**Sensitivity of 1s, 4s and total energies to α in Co, Rh, Ir, As, Sb and Bi**

The table holds 1s1/2 and 4s1/2 orbital energies and the slopes q = dε/dx, x = (α/α0)² − 1, of these levels and of the total energy, from configuration-averaged Dirac-Coulomb Hartree-Fock runs with a Fermi nucleus and without Breit, QED or correlation terms. The program fits nothing: it sets q(1s1/2) against the point-nucleus Dirac formula, prints local exponents and growth factors in Z, and evaluates two identities for the total energy. The table reaches 0.79 (Co) to 0.88 (Ir, Bi) of the Dirac estimate, and the electron repulsion rises with α in all six atoms. The 1811-fold growth of q(4s1/2) from Co to Bi factors into 131 from the binding energy, 9.45 from Z² and 1.46 from a remainder that is higher in Rh than in Sb and slightly higher in Ir than in Bi.

Calculated values. B-spline radial code 1: Dirac-Coulomb Hartree-Fock for neutral spherical atoms at the basis-set limit, averaged over the nl configuration, with a Fermi nucleus (skin thickness 2.3 fm) and no Breit or QED terms. Each q is the slope dE/dx of an orbital or total energy E, with x = (α/α0)² − 1, taken between runs with the speed of light scaled by 0.98 and 1.02.

## Program and output

```python
# Table: Dirac-Coulomb Hartree-Fock (B-spline radial code, nl average, Fermi nucleus) eigenvalues of 1s, 4s
# and q = d(energy)/dx, x = (alpha/alpha0)^2 - 1, for Co, Rh, Ir, As, Sb, Bi. Worked out: ratios, local
# exponents in Z, one parameter-free estimate (point-nucleus Dirac 1s level) and two identities for totals.
T = {
    'ion': ['Co', 'Rh', 'Ir', 'As', 'Sb', 'Bi'],
    'Z': [27, 45, 77, 33, 51, 83],
    'configuration': ['[Ar] 3d7 4s2', '[Kr] 4d8 5s1', '[Xe] 4f14 5d7 6s2', '[Ar] 3d10 4s2 4p3', '[Kr] 4d10 5s2 5p3', '[Xe] 4f14 5d10 6s2 6p3'],
    'e_1s12': [-7780.61, -23359.2, -76609.9, -11951.7, -30668.4, -91142.1],  # eV
    'e_4s12': [-7.4214, -101.258, -725.003, -19.3965, -176.597, -972.364],  # eV
    'q_1s12': [-79.1, -702.5, -8153, -185.5, -1215, -11860],  # eV
    'q_4s12': [-0.1172, -6.131, -138.3, -0.5031, -12.29, -212.2],  # eV
    'q_total': [-296.7, -2782, -33750, -707.9, -4879, -49340],  # eV
}
import numpy as np
from scipy.constants import alpha, physical_constants as pc
H = pc['Hartree energy in eV'][0]
o = np.argsort(T['Z'])
nm = [T['ion'][i] for i in o]
Z, e1, e4, q1, q4, qt = [np.array(T[k], float)[o] for k in ('Z', 'e_1s12', 'e_4s12', 'q_1s12', 'q_4s12', 'q_total')]
ix = {n: i for i, n in enumerate(nm)}
xp, xm = 0.98**-2 - 1, 1.02**-2 - 1
dx = xp - xm
y = (Z*alpha)**2
D = lambda x: H*(np.sqrt(1 - y*(1 + x)) - 1)/(alpha**2*(1 + x))
qD = (D(xp) - D(xm))/dx
qL = -H*Z**2*y/8
whole = D(0) + H*Z**2/2
# Further outputs of the same runs (hartree; bohr^-3): E, T, E(0.98c), E(1.02c), Vee(0.98c), Vee(1.02c),
# density at nucleus (0.98c), (1.02c), Gaunt, retardation
X = {'Co': (-1392.002, 1413.798, -1392.452, -1391.579, 535.2158, 534.9842, 17165.26, 16829.29, 0.5838052, -0.05196819),
     'As': (-2259.442, 2311.439, -2260.516, -2258.433, 887.0027, 886.4663, 35381, 34388.08, 1.166109, -0.1094488),
     'Rh': (-4782.646, 4986.909, -4786.87, -4778.685, 1814.66, 1812.723, 120042.4, 114134.1, 3.419618, -0.3432678),
     'Sb': (-6480.52, 6838.747, -6487.935, -6473.578, 2422.222, 2418.844, 206876.4, 194101.5, 5.278464, -0.5408112),
     'Ir': (-17846.76, 20320.17, -17898.3, -17799, 6631.391, 6612.955, 1785226, 1550716, 22.13129, -2.346082),
     'Bi': (-21565.67, 25179.2, -21641.15, -21495.98, 7922.193, 7895.657, 2905124, 2465395, 28.92695, -3.066437)}
E0, Tk, Ep, Em, Vp, Vm, rp, rm, Ga, Re = np.array([X[n] for n in nm]).T
print(f'1s (x runs {xm:.4f} to {xp:.4f}): (Z alpha)^2, q/eps %, Z^4 term eV, Dirac q eV, table/Z^4, table/Dirac, Dirac slope/whole shift')
for i, n in enumerate(nm):
    print(f'{n} {y[i]:.4f} {100*q1[i]/e1[i]:.2f} {qL[i]:.1f} {qD[i]:.1f} {q1[i]/qL[i]:.3f} {q1[i]/qD[i]:.3f} {qD[i]/whole[i]:.3f}')
ex = lambda a: np.diff(np.log(np.abs(a)))/np.diff(np.log(Z))
print('Local exponent in Z: q(1s), Dirac 1s, q(total), q(4s), eps(4s)')
for i in range(5):
    print(f'{nm[i]}->{nm[i+1]} ' + ' '.join(f'{ex(a)[i]:.2f}' for a in (q1, qD, qt, q4, e4)))
r4 = q4/e4/y
print('Growth factors: Z^4, Dirac 1s, q(1s), q(total), q(4s) = eps(4s) x Z^2 x remainder')
for a, b in (('Co', 'Rh'), ('Rh', 'Ir'), ('As', 'Sb'), ('Sb', 'Bi'), ('Co', 'As'), ('Co', 'Bi')):
    i, j = ix[a], ix[b]
    f = [v[j]/v[i] for v in (Z**4, qD, q1, qt, q4, e4, y, r4)]
    print(f'{a}->{b} {f[0]:.2f} {f[1]:.2f} {f[2]:.2f} {f[3]:.2f} {f[4]:.2f} = {f[5]:.2f} x {f[6]:.2f} x {f[7]:.2f}')
print('4s: q/eps %, q/(eps (Z alpha)^2), same for 1s, 1000 q(4s)/q(1s); density rise at nucleus %, Breit total/|q(total)| %')
for i, n in enumerate(nm):
    print(f'{n} {100*q4[i]/e4[i]:.2f} {r4[i]:.3f} {q1[i]/e1[i]/y[i]:.3f} {1e3*q4[i]/q1[i]:.2f}; {100*(rp[i]/rm[i]-1):.1f} {100*H*(Ga[i]+Re[i])/abs(qt[i]):.1f}')
qE, qV, qv = H*(Ep - Em)/dx, H*(Vp - Vm)/dx, -H*(Tk + E0)/2
one = ((Ep - E0)/xp)/((Em - E0)/xm) - 1
print('Total: q from energies eV, -(T+E)/2 eV (error %), dVee/dx eV, sum Nq eV, q(total)/2q(1s), 2q(1s)/sum Nq, one-sided slope gap %')
for i, n in enumerate(nm):
    print(f'{n} {qE[i]:.1f} {qv[i]:.1f} ({100*(qv[i]/qt[i]-1):+.2f}) {qV[i]:.1f} {qt[i]+qV[i]:.1f} {qt[i]/(2*q1[i]):.3f} {2*q1[i]/(qt[i]+qV[i]):.3f} {100*one[i]:.1f}')
# Same runs: orbital densities at nucleus (1s, 4s); Breit shifts in eV (1s, 4s); As orbital energies and Vee
rho = {'As': (15562.99, 18.73188), 'Rh': (51290.33, 179.5579), 'Sb': (84428.63, 379.8213)}
br = {'As': (17.86024, 0.02286858), 'Rh': (48.27572, 0.1752791)}
print('1000 density(4s)/density(1s), q ratio/density ratio; Breit shift/|q| % for 1s, 4s')
for n, (a, b) in rho.items():
    i = ix[n]
    s = f'{100*br[n][0]/abs(q1[i]):.1f} {100*br[n][1]/abs(q4[i]):.1f}' if n in br else 'not given (orbitals of the 1.02c run)'
    print(f'{n} {1e3*b/a:.2f} {q4[i]/q1[i]/(b/a):.2f}; {s}')
eA = [439.2183, 57.81484, 51.42602, 50.06818, 8.292857, 6.081276, 5.885312, 2.099919, 2.070465, 0.7128079, 0.3359852, 0.3255337]
nA = [2, 2, 2, 4, 2, 2, 4, 4, 6, 2, 1, 2]
print(f'As: sum N eps = {-np.dot(eA, nA):.3f} hartree, E + Vee = {E0[ix["As"]] + 886.7262:.3f} hartree')
s = ix['Sb']  # listed Sb orbital energies (hartree), read as those of the 1.02c run
print(f'Sb listed orbitals minus table, over x at 1.02c: 1s {(-1125.314*H - e1[s])/xm:.0f} eV, 4s {(-6.472355*H - e4[s])/xm:.2f} eV')
print('Rounding: q at most 0.06 %; one-sided slope gap about 0.2 % for Co, under 0.1 % for the heavier rows except Ir if its 1.02c total is rounded')
assert (q1 < 0).all() and (q4 < 0).all() and (qt < 0).all()
assert (ex(q1) > 4).all() and (ex(q1) < 5.5).all() and (ex(q4) > ex(q1)).all()
assert (q1/qD > 0.7).all() and (q1/qD < 1).all() and (qV > 0).all()
assert np.abs(qv/qt - 1).max() < 0.01 and r4[ix['Rh']] > r4[ix['Sb']]
```

Output:

```
1s (x runs -0.0388 to 0.0412): (Z alpha)^2, q/eps %, Z^4 term eV, Dirac q eV, table/Z^4, table/Dirac, Dirac slope/whole shift
Co 0.0388 1.02 -96.3 -100.1 0.822 0.790 1.020
As 0.0580 1.55 -214.8 -228.0 0.864 0.814 1.030
Rh 0.1078 3.01 -742.7 -832.0 0.946 0.844 1.059
Sb 0.1385 3.96 -1225.4 -1420.7 0.992 0.855 1.078
Ir 0.3157 10.64 -6367.3 -9227.8 1.280 0.884 1.210
Bi 0.3668 13.01 -8596.1 -13411.9 1.380 0.884 1.258
Local exponent in Z: q(1s), Dirac 1s, q(total), q(4s), eps(4s)
Co->As 4.25 4.10 4.33 7.26 4.79
As->Rh 4.29 4.17 4.41 8.06 5.33
Rh->Sb 4.38 4.28 4.49 5.56 4.44
Sb->Ir 4.62 4.54 4.69 5.88 3.43
Ir->Bi 4.99 4.98 5.06 5.71 3.91
Growth factors: Z^4, Dirac 1s, q(1s), q(total), q(4s) = eps(4s) x Z^2 x remainder
Co->Rh 7.72 8.31 8.88 9.38 52.31 = 13.64 x 2.78 x 1.38
Rh->Ir 8.57 11.09 11.61 12.13 22.56 = 7.16 x 2.93 x 1.08
As->Sb 5.70 6.23 6.55 6.89 24.43 = 9.10 x 2.39 x 1.12
Sb->Bi 7.02 9.44 9.76 10.11 17.27 = 5.51 x 2.65 x 1.18
Co->As 2.23 2.28 2.35 2.39 4.29 = 2.61 x 1.49 x 1.10
Co->Bi 89.30 133.93 149.94 166.30 1810.58 = 131.02 x 9.45 x 1.46
4s: q/eps %, q/(eps (Z alpha)^2), same for 1s, 1000 q(4s)/q(1s); density rise at nucleus %, Breit total/|q(total)| %
Co 1.58 0.407 0.262 1.48; 2.0 4.9
As 2.59 0.447 0.268 2.71; 2.9 4.1
Rh 6.05 0.561 0.279 8.73; 5.2 3.0
Sb 6.96 0.502 0.286 10.12; 6.6 2.6
Ir 19.08 0.604 0.337 16.96; 15.1 1.6
Bi 21.82 0.595 0.355 17.89; 17.8 1.4
Total: q from energies eV, -(T+E)/2 eV (error %), dVee/dx eV, sum Nq eV, q(total)/2q(1s), 2q(1s)/sum Nq, one-sided slope gap %
Co -296.7 -296.5 (-0.05) 78.7 -218.0 1.875 0.726 0.2
As -707.9 -707.5 (-0.06) 182.3 -525.6 1.908 0.706 0.2
Rh -2781.8 -2779.1 (-0.10) 658.3 -2123.7 1.980 0.662 0.4
Sb -4879.5 -4873.9 (-0.10) 1148.1 -3730.9 2.008 0.651 0.6
Ir -33749.1 -33652.5 (-0.29) 6265.8 -27484.2 2.070 0.593 1.6
Bi -49339.0 -49164.6 (-0.36) 9018.8 -40321.2 2.080 0.588 2.0
1000 density(4s)/density(1s), q ratio/density ratio; Breit shift/|q| % for 1s, 4s
As 1.20 2.25; 9.6 4.5
Rh 3.50 2.49; 6.9 2.9
Sb 4.50 2.25; not given (orbitals of the 1.02c run)
As: sum N eps = -1372.716 hartree, E + Vee = -1372.716 hartree
Sb listed orbitals minus table, over x at 1.02c: 1s -1212 eV, 4s -12.24 eV
Rounding: q at most 0.06 %; one-sided slope gap about 0.2 % for Co, under 0.1 % for the heavier rows except Ir if its 1.02c total is rounded
```
